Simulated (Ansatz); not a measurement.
## TiN: the change of energy above lowest point with volume scale

Results calculated with Ansatz 0.2.0, not measured. Free energy against uniform scaling of the volume at fixed shape and fractions; periodic cell, basis, potentials, k mesh and filling as listed.

The cell before it is scaled or strained (space group Fm-3m, No. 225):
```
TiN
1.0
      0.0000     2.1190     2.1190
      2.1190     0.0000     2.1190
      2.1190     2.1190     0.0000
Ti N
1 1
Direct
  0.00000 0.00000 0.00000
  0.50000 0.50000 0.50000
```

Settings of every row: functional LDA; dispersion none; potentials PAW; wave cutoff 420 eV; density cutoff 1680 eV; k mesh 9x9x9; k shift 0x0x0; occupations fermi dirac; smearing width 0.15 eV; spin none.

Limits: coarse k mesh, up to 40 meV an atom off; odd electron count without spin.

```
row  volume scale  V (Å³/atom)  energy above lowest point (meV/atom)
  1          0.92        8.753                                    12
  2        0.9467        9.008                                     0
  3        0.9733        9.261                                   2.9
  4             1        9.515                                  18.4
  5        1.0267        9.769                                     ?
  6        1.0533       10.022                                  80.8
  7          1.08       10.276                                   125
```

Question: what energy above lowest point should row 5 give?

Worked fit of energy above lowest point. Take u = (V_r/V)^(2/3) − 1 with V_r = 9.388 Å³ an atom, which is twice the finite (Eulerian) strain; such expansions in the strain, on which the Birch-Murnaghan equation of state is built, carry the rest volume and the bulk modulus. The shown rows have u = 0.0478, 0.02793, 0.00912, -0.00892, -0.04263, -0.05847. Least squares give energy above lowest point = 9.16 − 865.8 × u + 19228 × u² + 2603 × u³ meV/atom; a parabola predicts inner rows, each left out in turn, worse (root mean square 0.12 against 0.05 meV/atom). All shown rows lie on it to the printed digit. Its lowest point lies at u = 0.0224, or V = 9.081 Å³ an atom, and the curvature there gives the bulk modulus at fixed shape and fractions, B = (4/9)(1 + u)² E″(u)/V = 318 GPa. The withheld row has u = -0.02617, so the fit gives 9.16 − 865.8 × (-0.02617) + 19228 × (-0.02617)² + 2603 × (-0.02617)³ = 44.9 meV/atom.

The calculation gave 44.9 meV/atom. The fit meets it to the printed digit.
